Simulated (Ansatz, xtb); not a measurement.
# Group exchange: C3H6 + CH9NSi2 → C3H8Si + CH7NSi

Species: C3H6 (propene) `C=CC`, singlet; CH9NSi2 `CN([SiH3])[SiH3]`, singlet; C3H8Si (prop-2-enylsilane) `C=CC[SiH3]`, singlet; CH7NSi `CN[SiH3]`, singlet. The partners trade H for SiH3: C–H and N–SiH3 bonds give way to C–SiH3 and N–H.

Shapes, held fixed at every level: PBE0-D4/def2-TZVP. Flexible molecules stand in one conformer, not always the lowest. Programs: Ansatz 0.2.0, xtb 6.7.1. Electronic energies: no zero-point or thermal term.

```tsv
level	kind	ΔE (kJ/mol)	less CCSD(T)/CBS estimate
GFN2-xTB	semi-empirical	+95.5	+29.3
PBE-D4/def2-TZVPP	GGA	+58.1	-8.1
B3LYP-D4/def2-TZVPP	global hybrid	+66.7	+0.5
PBE0-D4/def2-TZVPP	global hybrid	+60.4	-5.8
wB97X-V/def2-TZVPP	range-separated hybrid	+63.9	-2.3
MP2/def2-TZVPP	perturbation theory	+69.2	+3.0
CCSD(T)/def2-TZVPP	coupled cluster or CI	+66.6	+0.4
CCSD/def2-TZVPP	coupled cluster or CI	+66.9	+0.7
CCSD(T)/CBS estimate	coupled cluster or CI	+66.2	0.0
```

The highest level, CCSD(T)/CBS estimate, gives ΔE = +66.2 kJ/mol; the levels span +58.1 to +95.5. The column of differences is taken from that level and isn't an error. No measured value is set beside it here. The CBS estimate extrapolates MP2 from def2-TZVPP and def2-QZVPP and adds CCSD(T) − MP2 in the triple-zeta set, cores frozen.

Moving a silyl group from nitrogen to the allylic carbon is clearly uphill in electronic energy, and every level agrees on the sign. The main reason is silicon's preference for the more electronegative partner: the N–Si bond gains from its polarity and from donation of the nitrogen lone pair into Si–H σ* orbitals, which a C–Si bond lacks. Hyperconjugation between the C–Si bond and the alkene in the allylsilane probably recovers only a small part of this loss.

CCSD and CCSD(T) differ little in the same basis, so connected triples largely cancel across the exchange. Among the density functionals, PBE and PBE0 understate the cost, while B3LYP lies close to the reference despite having less exact exchange than PBE0, so the exchange fraction alone doesn't explain the spread. GFN2-xTB gets the direction right but exaggerates the penalty by +29.3 kJ/mol, which suggests an imbalance in its description of the exchanged bonds. The reaction energy says nothing about the barrier to silyl transfer.
